# Mass enhancement from a statically screened Fröhlich interaction

*A seminar, with questions from the floor*

A polar oxide at low carrier density shows, in photoemission, copies of the conduction band displaced by the LO phonon energy. At metallic doping the copies are gone and at most a change of slope near the Fermi level remains. I will compute the size $\lambda$ of that change of slope, say where the calculation holds, and put in numbers for Sn-doped In$_2$O$_3$ (ITO), the transparent conductor that also serves as contact and channel in oxide transistors.

## Premises and conventions

Frequencies $\omega$, $\omega_0$ are quoted as energies, formulas are in SI form, $T=0$, and $V$ is the volume.

1. One isotropic band, $\xi_k=\hbar^2k^2/2m-E_F$, with $E_F=\hbar^2k_F^2/2m$, $k_F=(3\pi^2n)^{1/3}$, $v_F=\hbar k_F/m$, and density of states per spin and volume $N_0=mk_F/2\pi^2\hbar^2$. Bloch overlaps are set to one.
2. One dispersionless LO phonon of fixed energy $\omega_0$, coupled by $\sum_{kq}g_q\,c^\dagger_{k+q}c_k(a_q+a^\dagger_{-q})$.
3. The carriers screen statically, with one wavevector $\kappa$.
4. The self-energy is of second order in $g$ (Fan–Migdal).
5. $E_F\gg\omega_0$. We shall find that $\hbar v_F\kappa\gg\omega_0$ is needed too.

## Step 1: the vertex

A static density $\rho_q$ displaces each oscillator. Completing the square in $\omega_0a^\dagger a+g\rho(a+a^\dagger)$ gives an interaction $-2|g_q|^2/\omega_0$ between carriers. This must equal the change of the Coulomb interaction $v_q/V$, $v_q=e^2/\varepsilon_0q^2$, when the ions relax and the dielectric constant goes from $\epsilon_\infty$ to $\epsilon_s$. With $1/\epsilon^*=1/\epsilon_\infty-1/\epsilon_s$,

$$V|g_q|^2=\frac{e^2\omega_0}{2\varepsilon_0\epsilon^*q^2}=\frac{4\pi\alpha\,\omega_0^2\,r_p}{q^2},\qquad \alpha=\frac{e^2}{4\pi\varepsilon_0\hbar\epsilon^*}\sqrt{\frac{m}{2\omega_0}},\qquad r_p=\frac{\hbar}{\sqrt{2m\omega_0}} .$$

The second form follows on inserting $\alpha$ and $r_p$.

## Step 2: screening

Lattice and carriers polarise additively, so the full interaction is $W=v_q/[\epsilon_L(\omega)+\epsilon_\infty\kappa^2/q^2]$. The lattice part is $\epsilon_L=\epsilon_\infty[1-\Delta/(\omega^2-\omega_T^2)]$ with $\Delta=\omega_0^2-\omega_T^2$ and $\omega_T^2=\omega_0^2\epsilon_\infty/\epsilon_s$ (Lyddane–Sachs–Teller). Put $s_q=q^2/(q^2+\kappa^2)$. The denominator is $\epsilon_\infty/s_q-\epsilon_\infty\Delta/(\omega^2-\omega_T^2)$, so

$$W=\frac{v_qs_q}{\epsilon_\infty}\,\frac{\omega^2-\omega_T^2}{\omega^2-\omega_q^2}=\frac{v_qs_q}{\epsilon_\infty}+V|g_q|^2s_q^2\,\frac{2\omega_0}{\omega^2-\omega_q^2},\qquad \omega_q^2=\omega_T^2+s_q\Delta ,$$

where $v_q\Delta/\epsilon_\infty=v_q\omega_0^2/\epsilon^*=2\omega_0V|g_q|^2$ was used. The first term is the screened Coulomb repulsion. The second is phonon exchange with one factor $s_q$ on each vertex. Premise 2 replaces $\omega_q$ by $\omega_0$, leaving $|\tilde g_q|^2=s_q^2|g_q|^2$ and a bare phonon line.

**Question.** *If you screen the vertices you should soften the phonon as well. Is the model consistent?*

Not fully. Both effects come from the same polarisation, and holding $\omega_0$ fixed drops one of them. I will restore it at the end; it is among the largest corrections.

## Step 3: self-energy and the definition of $\lambda$

The intermediate state is an electron at $k'=k+q$ plus a phonon, or a hole at $k'$ plus a phonon. With $\xi'=\xi_{k+q}$ and $\omega$ measured from the Fermi level,

$$\Sigma(k,\omega)=\sum_q|\tilde g_q|^2\left[\frac{\theta(\xi')}{\omega-\xi'-\omega_0+i0}+\frac{\theta(-\xi')}{\omega-\xi'+\omega_0+i0}\right].$$

The constant $\Sigma(k_F,0)$ shifts the chemical potential and is absorbed. Differentiating the pole condition $E=\xi_k+\Sigma(k,E)$ at $k_F$ gives

$$\frac{m^*}{m}=\frac{1+\lambda_Z}{1+\lambda_k},\qquad \lambda_Z=-\partial_\omega\Sigma=\sum_q\frac{|\tilde g_q|^2}{(|\xi'|+\omega_0)^2},\qquad \lambda_k=\partial\Sigma/\partial\xi_k .$$

The two terms of $\Sigma$ merge in $\lambda_Z$ because at $\omega=0$ both denominators have magnitude $|\xi'|+\omega_0$.

## Step 4: reduction to the Fermi surface

At fixed $q$, $\xi'=\xi_k+\hbar^2(q^2+2kq\cos\vartheta)/2m$, so $d\cos\vartheta=m\,d\xi'/\hbar^2kq$ and

$$\sum_q=\frac{Vm}{4\pi^2\hbar^2k}\int_0^\infty q\,dq\int_{\xi_-}^{\xi_+}d\xi' ,\qquad \xi_\pm=\frac{\hbar^2(k\pm q)^2}{2m}-E_F .$$

At $k=k_F$, with $u=q/2k_F$, the limits are $\xi_\pm=4E_F(u^2\pm u)$. The weight $(|\xi'|+\omega_0)^{-2}$ has width $\omega_0$ and total area $2/\omega_0$. The inner integral is $(2/\omega_0)\,w(u)$ with $b=4E_F/\omega_0$ and

$$w(u)=\theta(1-u)-\frac{1}{2}\,\frac{1}{1+b(u+u^2)}+\frac{1}{2}\,\frac{\mathrm{sgn}(u-1)}{1+b\,u|u-1|}.$$

For $b\to\infty$, $w\to\theta(1-u)$: only scattering across the Fermi sphere, $q<2k_F$, counts. The replacement fails near $u=1$ in a layer of width $1/b$, which requires $E_F\gg\omega_0$, and for $bu\lesssim1$, that is $\hbar v_Fq\lesssim\omega_0$. The second region is harmless only if screening has removed it, hence $\hbar v_F\kappa\gg\omega_0$. Then

$$\lambda=\frac{2}{\omega_0}\,\frac{m}{4\pi^2\hbar^2k_F}\,4\pi\alpha\,\omega_0^2r_p\int_0^{2k_F}\frac{q^3\,dq}{(q^2+\kappa^2)^2}.$$

This is $2N_0\langle V|\tilde g|^2\rangle/\omega_0$ with the Fermi-surface average $\langle\cdot\rangle=\int_0^{2k_F}q\,dq\,(\cdot)/2k_F^2$. In the prefactor, $m\omega_0/\hbar^2=1/2r_p^2$ gives $\alpha/\pi k_Fr_p$, and $k_Fr_p=\sqrt{E_F/\omega_0}$. In the integral put $t=q^2/\kappa^2$ and $x=4k_F^2/\kappa^2$:

$$\frac12\int_0^x\frac{t\,dt}{(1+t)^2}=\frac12\int_0^x\left[\frac{1}{1+t}-\frac{1}{(1+t)^2}\right]dt=\frac12\left[\ln(1+x)-\frac{x}{1+x}\right].$$

Therefore

$$\boxed{\lambda=P\left[\ln(1+x)-\frac{x}{1+x}\right],\qquad P=\frac{\alpha}{2\pi}\sqrt{\frac{\omega_0}{E_F}},\qquad x=\frac{4k_F^2}{\kappa^2}}$$

**Question.** *A coupling this forward-peaked makes $\Sigma$ depend on $k$. What about $\lambda_k$?*

At $\omega=0$ the bracket in $\Sigma$ is $-\mathrm{sgn}(\xi')/(|\xi'|+\omega_0)$, which is odd, so the inner integral is fixed by its limits:

$$\Sigma(k,0)=-P\,\omega_0\frac{k_F}{k}\int_0^\infty\frac{u^3\,du}{(u^2+1/x)^2}\,\ln\frac{|\xi_+|+\omega_0}{|\xi_-|+\omega_0}.$$

It has magnitude of order $P\omega_0$ and varies on the scale of $E_F$ and $\hbar v_F\kappa$. So $\lambda_k/\lambda$ is of order $\omega_0/E_F$ or $\omega_0/\hbar v_F\kappa$, and $m^*/m=1+\lambda$ to leading order.

## Step 5: Thomas–Fermi screening

For a degenerate gas with two spins, $\kappa^2=2N_0e^2/\varepsilon_0\epsilon_\infty=4k_F/\pi a^*$, where $a^*=4\pi\varepsilon_0\epsilon_\infty\hbar^2/me^2$. Hence $x=\pi k_Fa^*$. Also $\alpha\sqrt{\omega_0/E_F}=e^2m/4\pi\varepsilon_0\epsilon^*\hbar^2k_F=(1-\epsilon_\infty/\epsilon_s)/k_Fa^*$, so $P=(1-\epsilon_\infty/\epsilon_s)/2x$ and

$$\lambda=\left(1-\frac{\epsilon_\infty}{\epsilon_s}\right)f(x),\qquad f(x)=\frac{1}{2x}\left[\ln(1+x)-\frac{x}{1+x}\right].$$

The phonon energy has dropped out. The function $f$ starts as $x/4$, falls as $(\ln x-1)/2x$ at large $x$, and peaks where $\ln(1+x)=x/(1+x)+x^2/(1+x)^2$, at $x=2.16$ with $f=0.108$. Within this model the coupling is weak at any density and any $\alpha$, and it decreases with doping only beyond the peak.

**Question.** *In$_2$O$_3$ has a forty-atom primitive cell and a non-parabolic band. What survives?*

Most of it. With several LO modes the quantity $\sum_\nu2|g_\nu|^2/\omega_\nu$ is still the static difference $v_q/V\epsilon^*$ of Step 1, so $\lambda$ is unchanged and only the kink is shared among modes. For an isotropic non-parabolic band, two points on the Fermi sphere obey $q=2k_F\sin(\vartheta/2)$ as before and $N_0=k_F^2/2\pi^2\hbar v_F$. So $m$ means $\hbar k_F/v_F$, and $E_F$ in the formula means $\hbar v_Fk_F/2$. What does not survive is the unit overlap, which I estimate below.

## Step 6: replica or kink

Take first one electron at the band bottom, unscreened. First-order perturbation theory mixes in states with the electron at $-q$ and a phonon at $q$, with total weight

$$\sum_q\frac{|g_q|^2}{(\omega_0+\hbar^2q^2/2m)^2}=\frac{2\alpha}{\pi}\int_0^\infty\frac{dy}{(1+y^2)^2}=\frac{\alpha}{2},\qquad y=qr_p .$$

Removing the electron from such a component leaves one phonon and nothing else. The momentum-integrated removal spectrum has a sharp line exactly $\omega_0$ below the main one, with weight $\alpha/2$ to this order.

In the metal, for $|\omega|\ll E_F,\hbar v_F\kappa$ the $\xi'$ limits go to infinity and the $q$ integral gives the constant $\lambda\omega_0/2$:

$$\Sigma(\omega)=\frac{\lambda\omega_0}{2}\int_0^\infty d\xi\left[\frac{1}{\omega-\xi-\omega_0}+\frac{1}{\omega+\xi+\omega_0}\right]=\frac{\lambda\omega_0}{2}\ln\left|\frac{\omega_0-\omega}{\omega_0+\omega}\right|-\frac{i\pi\lambda\omega_0}{2}\,\theta(|\omega|-\omega_0).$$

The slope at zero is $-\lambda$, the velocity is reduced by $1/(1+\lambda)$ inside $|\omega|<\omega_0$, and a linewidth step opens at $\omega_0$: that is the kink.

For satellites use the retarded cumulant at $k_F$. Writing $G(t)=-i\theta(t)e^{C(t)}$, with $t$ in units of inverse energy, and matching to order $g^2$ the expansion $G_0+G_0\Sigma G_0$ gives, once the constant shift is removed,

$$C(t)=\int d\omega\,\beta(\omega)\,\frac{e^{-i\omega t}+i\omega t-1}{\omega^2},\qquad \beta=\frac{|\mathrm{Im}\,\Sigma|}{\pi}=\frac{\lambda\omega_0}{2}\,\theta(|\omega|-\omega_0).$$

The term $-1$ gives the quasiparticle weight $Z=\exp(-\int\beta\,d\omega/\omega^2)=e^{-\lambda}$, equal to $1/(1+\lambda)$ to first order. The term $e^{-i\omega t}$ gives the one-phonon spectrum $\beta/\omega^2$. Below the Fermi level this is an edge at $-\omega_0$ with a tail $\lambda\omega_0/2\omega^2$ of total weight $\lambda/2$, half of it beyond $2\omega_0$. The final state now holds a phonon and a hole whose energy $\xi'$ ranges over many $\omega_0$. A replica needs $\xi'$ confined within less than $\omega_0$, either by a shallow Fermi sea or by momentum transfers below $\omega_0/\hbar v_F$, which screening suppresses. The boxed formula describes the metallic end of this change; the crossover itself lies outside its premises.

## Numbers for Sn-doped In$_2$O$_3$

Inputs, all typical or approximate: $n=5\times10^{20}$ cm$^{-3}$, $m=0.30\,m_e$ at the Fermi level, $\epsilon_\infty=4.0$, $\epsilon_s=9.0$, and an effective LO energy $\omega_0=65$ meV. Then $k_F=2.46$ nm$^{-1}$, $E_F=0.77$ eV, $E_F/\omega_0=11.8$, $\alpha=1.10$, $a^*=0.706$ nm, $\kappa=2.1$ nm$^{-1}$ and $x=5.44$. The bracket is $1.863-0.845=1.018$, $P=0.0510$, and the model gives

$$\lambda=0.052 .$$

So $Z=0.95$, the hole-side edge carries weight $0.026$, and the step in $|\mathrm{Im}\,\Sigma|$ is $5.3$ meV. A single carrier, with an approximate band-edge mass $0.20\,m_e$, has $\alpha=0.90$ and replica weight $0.45$. Keeping $m=0.30\,m_e$, doubling $n$ gives $\lambda=0.048$. The peak of $f$ would give $0.060$ at $3.1\times10^{19}$ cm$^{-3}$, but there $E_F/\omega_0=1.9$ and the formula no longer applies.

The static premise holds well: $\hbar v_F\kappa=1.3$ eV is $20$ times $\omega_0$, and the plasmon energy $\hbar\omega_p=\hbar v_F\kappa/\sqrt3$ is $0.76$ eV. Now the neglected terms, one at a time.

*Finite $\omega_0/E_F$.* Keep $w(u)$: $\lambda_Z=2P\int_0^\infty u^3w\,du/(u^2+1/x)^2$. Differentiating $\Sigma(k,0)$ numerically gives $\lambda_k=0.001$.

*Wavevector-dependent screening.* Replace $\kappa^2$ by $\kappa^2L(u)$, with the static Lindhard function $L=\tfrac12+\tfrac{1-u^2}{4u}\ln\left|\tfrac{1+u}{1-u}\right|$.

*Phonon softening.* The pole at $\omega_q$ multiplies the integrand by $\omega_0^2/\omega_q^2$, between $1$ and $\epsilon_s/\epsilon_\infty=2.25$. Equivalently $\lambda=N_0\langle v_qs_q/\epsilon_\infty-W(q,0)\rangle$ with $W(q,0)=e^2/\varepsilon_0(\epsilon_sq^2+\epsilon_\infty\kappa^2)$, which integrates to

$$\lambda_{\rm soft}=\frac{1}{2x}\left[\ln(1+x)-\frac{\epsilon_\infty}{\epsilon_s}\ln\left(1+\frac{\epsilon_s}{\epsilon_\infty}x\right)\right].$$

The kink is then spread from $\omega_T=43$ meV at small $q$ to $62$ meV at $2k_F$.

*Bloch overlap.* In a two-band model, an $s$ level at $E_g$ coupled by $Ak$ to a $p$ level at zero polarised along $\hat k$, the energy $E$ above the band edge obeys $E(E+E_g)=A^2k^2$. The mass $\hbar k/v$ grows as $1+2E/E_g$ and the $p$ weight is $c^2=E/(2E+E_g)$. The mass ratio $0.30/0.20$ fixes $E/E_g=0.25$ and $c^2=1/6$. The squared overlap is $(1-c^2+c^2\cos\vartheta)^2=(1-2c^2u^2)^2$, applied here to the vertex only. This is a rough estimate.

| Variant | $\lambda$ | Change (%) |
|---|---|---|
| Boxed formula | 0.052 | |
| Finite $\omega_0/E_F$ | 0.050 | −4 |
| Lindhard screening | 0.057 | +10 |
| Softened phonon | 0.066 | +26 |
| Lindhard and softened | 0.070 | +35 |
| Two-band overlap | 0.038 | −28 |

**Question.** *Does the Coulomb term you set aside not change the mass by as much?*

It does. Static screened exchange, $-\sum_qv_qs_q\theta(-\xi')/V\epsilon_\infty$, has the $\xi_k$-derivative $N_0\langle v_qs_q\cos\vartheta\rangle/\epsilon_\infty=\frac{1}{2x}[(1+2/x)\ln(1+x)-2]=0.050$ as an estimate. It raises the velocity by about as much as the phonon lowers it. It is smooth on the scale of $\omega_0$, so it belongs in the input $m$, and $\lambda$ is read from the change of slope across the phonon energy, never from the absolute mass.

**Question.** *Could one see this kink?*

Hardly. A typical mobility $\mu$ of 40 cm$^2$/Vs gives $\hbar/2\tau=\hbar e/2m\mu=48$ meV. The single-particle width is larger still, since ionised donors scatter mainly forward and such events count little in transport. The step of a few meV sits on top of that.

## Range of validity

The boxed result is the leading term for $\omega_0\ll E_F$ and $\omega_0\ll\hbar v_F\kappa\sim\hbar\omega_p$, at $k_BT\ll\omega_0$, for one isotropic valley in three dimensions. Higher orders in $g$ are small because $\lambda\ll1$. It fails when $\omega_p$ or $E_F$ approaches $\omega_0$, where screening is dynamic, plasmon and phonon mix, and replicas appear. Fixing $\omega_0$ always lowers $\lambda$, by a factor of at most $\epsilon_s/\epsilon_\infty$. The $1/q^2$ vertex is a long-wavelength form: here $2k_F=4.9$ nm$^{-1}$ exceeds the nearest zone face of the body-centred cubic cell, $\sqrt2\,\pi/a=4.4$ nm$^{-1}$ for $a\approx1.01$ nm, so the vertex near backscattering is uncertain. Acoustic and non-polar modes are left out and add a positive contribution of their own. With corrections of about a third in either direction, one figure is justified: for these inputs the model's polar mass enhancement is $\lambda\approx0.05$, a value of the model and not of the material's total electron–phonon coupling.